**Q:** I have bond data for trichlorovinylsilane, H₂C=CH–SiCl₃, but five rows have lost their labels. Can the values alone tell me which bond is which?

QTAIM bond critical points of trichlorovinylsilane (neutral singlet, gas phase), computed with PySCF 2.14.0 at the PBE0/def2-SVP level on a GFN2-xTB geometry. The energy density is the sum of the kinetic and potential parts. Rows 1 to 8 are the bonds C2–C3, C3–H5, C3–H6, C2–H4, Si1–C2, Si1–Cl8, Si1–Cl7 and Si1–Cl9. Candidates: 3, 4, 7, 2, 5.

| row | density (a.u.) | laplacian (a.u.) | ellipticity | energy density (a.u.) |
| --- | --- | --- | --- | --- |
| A | 0.284 | -1.106 | 0.005 | -0.315 |
| B | 0.278 | -1.045 | 0.004 | -0.303 |
| C | 0.099 | 0.313 | 0.015 | -0.044 |
| D | 0.118 | 0.301 | 0.048 | -0.065 |
| E | 0.285 | -1.111 | 0.006 | -0.316 |

**A:** Let us see how far they go. Each row describes a bond critical point, the place between two bonded atoms where the electron density is lowest along the bond and highest across it. In the list of candidates, 2 is C3–H5 and 3 is C3–H6, both on the terminal carbon. Candidate 4 is C2–H4, on the carbon that carries silicon, 5 is Si1–C2 and 7 is Si1–Cl7.

**Q:** Where do I start?

**A:** With the sign of the Laplacian, the sum of the curvatures of the density. It is negative where electrons are concentrated compared with the immediate surroundings and positive where they are depleted. Rows A, B and E are strongly negative, C and D positive. The list holds three C–H bonds and two bonds of silicon, and the densities split in the same way: even B, the lowest of the first group, has more than twice the density of D.

**Q:** Why should silicon turn the sign?

**A:** Because carbon and chlorine attract electrons more strongly than silicon does. The critical point marks the border between two atoms, and the border moves towards the atom that gives up charge. In both silicon bonds of the list it lies only about 0.7 Å from silicon, less than two fifths of the way to the partner. From there the density climbs steeply in both directions along the bond, towards silicon's core and towards the partner's valence shell. Across the bond the density falls away only gently, because little of it lies at the border, and so the upward curvature wins. In a C–H bond the electrons are packed tightly around the line between the atoms. The curvatures from the same calculation show that this matters most: the downward curvature of the C–H bonds is more than four times that of the silicon bonds, while their upward curvature is between half and two thirds as large.

**Q:** I learned that a positive Laplacian means a closed-shell contact, as between ions. Are C and D ionic, then?

**A:** The energy density says otherwise. It is the sum $H = G + V$ of a kinetic part $G$, which is positive, and a potential part $V$, which is negative. The local virial relation ties both to the Laplacian $\nabla^2\rho$ of the density $\rho$, in atomic units:

$$\tfrac14\nabla^2\rho = 2G + V, \qquad\text{so}\qquad G = \tfrac14\nabla^2\rho - H .$$

For row D this gives

$$G = 0.301/4 + 0.065 = 0.140, \qquad V = -0.065 - 0.140 = -0.205 .$$

The potential part outweighs the kinetic part, which makes $H$ negative, as is usual where electrons are shared. It does not reach twice the kinetic part, and so the Laplacian stays positive. Such a mixture is the mark of a polar covalent bond, and here the simple rule about the sign fails.

**Q:** And a C–H row, treated in the same way?

**A:** Row B gives $G = -1.045/4 + 0.303 = 0.042$, less than a third of the value for D, although its density is much higher. A likely reason is that close to silicon's core the orbitals change rapidly over a short distance, which costs kinetic energy. It is not the only way to a large kinetic part, for the C=C bond of the molecule reaches the same value. The relation itself is exact and fits any row, so it proves nothing about the assignment. It only splits the energy density in two: the C–H point has the smaller kinetic part and, in size, the larger potential part. The output printed after this exchange lists $G$ and $V$ for every bond of the molecule.

**Q:** Which of C and D is the bond to carbon?

**A:** Row D. It has the higher density, 0.118 against 0.099, and its energy density is about one and a half times that of C. The Si–Cl bond is the longer one, 2.02 Å against 1.89 Å, and its critical point lies slightly farther from silicon. Both fit a lower density at the border, but between different elements length is a weak guide. The ellipticity, which tells how far the density departs from roundness about the bond, gives a second hint: it is 0.048 for D and 0.015 for C. A vinyl carbon, with its π electrons on two sides only, should be less round about the bond than chlorine. I regard this assignment as likely. Only the split between the C–H bonds and the bonds of silicon is sure.

**Q:** That leaves the three C–H bonds.

**A:** Rows A and E are nearly twins, with densities that differ by 0.001. Row B lies 0.0065 below their mean, and its Laplacian is clearly less negative too. Two of the three hydrogens sit on the same carbon, so the odd row most likely belongs to the third, H4. This is an argument from likeness, so it too is likely and not sure. Between A and E I can only toss a coin.

**Q:** Then let me see the labels.

The rows with their labels:

| row | density (a.u.) | laplacian (a.u.) | ellipticity | energy density (a.u.) |
| --- | --- | --- | --- | --- |
| 1 | 0.341 | -0.908 | 0.334 | -0.367 |
| 2 | 0.285 | -1.111 | 0.006 | -0.316 |
| 3 | 0.284 | -1.106 | 0.005 | -0.315 |
| 4 | 0.278 | -1.045 | 0.004 | -0.303 |
| 5 | 0.118 | 0.301 | 0.048 | -0.065 |
| 6 | 0.099 | 0.316 | 0.008 | -0.044 |
| 7 | 0.099 | 0.313 | 0.015 | -0.044 |
| 8 | 0.099 | 0.313 | 0.015 | -0.044 |

**A:** D is row 5, the Si–C bond, and C is row 7, an Si–Cl bond. B is row 4, C2–H4, as the argument from likeness suggested. The coin would have had to give E as row 2 and A as row 3. Nor could the values have told us which chlorine row C belongs to: rows 7 and 8 agree in every printed digit, because these two chlorines are mirror images in the conformer that was calculated. Only the list of candidates settled that.

**Q:** Why is the density lower in C2–H4?

**A:** The bond is 0.005 Å longer than the other two, and a longer bond between the same two elements normally has less density at its critical point. The silicon next door may also act directly on the density. The two influences come together here, and the lengths are those of a tight-binding geometry, so I would not divide the difference between them.

**Q:** Can I at least read the density as a scale of bond strength?

**A:** Not from one pair of elements to another. Si–Cl has less density than Si–C, yet its Mayer bond order, a count of shared electron pairs, is higher: about 1.1 against 0.95. A bond order is not a strength either, but the two measures already disagree about which bond comes first. Length is no better guide across different pairs. The C=C bond in row 1 is longer than any C–H bond here and still has the highest density in the table. Its second shared pair, the π pair, has a node in the plane of the molecule and adds next to nothing at the critical point itself, but it draws the two carbon atoms together and so raises the density between them.

**Q:** Would the same reasoning work if carbon took silicon's place?

**A:** The first step would lose its power. A C–C single bond is hardly polar, its critical point lies near the middle, far from either core, and its Laplacian is negative like that of C–H. The Laplacian of a C–Cl bond is usually negative too, though smaller in size. You would have to sort by the size of the values and no longer by sign. With silicon the sign is a well-known feature of its polar bonds, but I would not lean on the exact size of the Laplacian, which is sensitive to a basis as small as this one.

**Q:** We use trichlorosilanes to coat the oxide of a gate dielectric. Does the low density at Si–Cl explain why chlorine leaves and the vinyl group stays?

**A:** No. On the oxide, oxygen from water or surface hydroxyl groups attacks silicon and replaces chlorine, while the Si–C bond holds the organic group in place. How easily that happens depends on the path of the reaction. The table describes the bonds of the intact molecule before any oxygen comes near.

Printed output of the fit:

```
Bonds, energy densities in a.u.:
  row  length_A  Mayer_order        G        V  H_per_density
    1     1.326        1.977     0.14   -0.507         -1.076
    2     1.078        0.964  0.03825  -0.3543         -1.109
    3     1.078        0.956   0.0385  -0.3535         -1.109
    4     1.083         0.93  0.04175  -0.3448          -1.09
    5     1.888         0.95   0.1402  -0.2052        -0.5508
    6     2.022        1.129    0.123   -0.167        -0.4444
    7     2.023        1.142   0.1222  -0.1663        -0.4444
    8     2.023        1.144   0.1222  -0.1663        -0.4444
Hidden rows with negative Laplacian: 3
Hidden rows with positive Laplacian: 2
Density ratio, weakest C-H row to Si-C: 2.356
Density, Si-C less Si-Cl7 (a.u.): 0.019
Energy density ratio, Si-C to Si-Cl7: 1.477
Density, row 2 less row 3 (a.u.): 0.001
Density, mean of rows 2 and 3 less row 4 (a.u.): 0.0065
Laplacian, row 3 less row 2 (a.u.): 0.005
Laplacian, row 4 less row 3 (a.u.): 0.061
Length, C2-H4 less C3-H5 (angstrom): 0.005
Length, C=C less C3-H5 (angstrom): 0.248
Density, C=C less C3-H5 (a.u.): 0.056
Distance of the Si-C point from Si (angstrom): 0.7172
Distance of the Si-Cl7 point from Si (angstrom): 0.7422
Si-C point, fraction of the bond length from Si: 0.3799
Si-Cl7 point, fraction of the bond length from Si: 0.3669
```
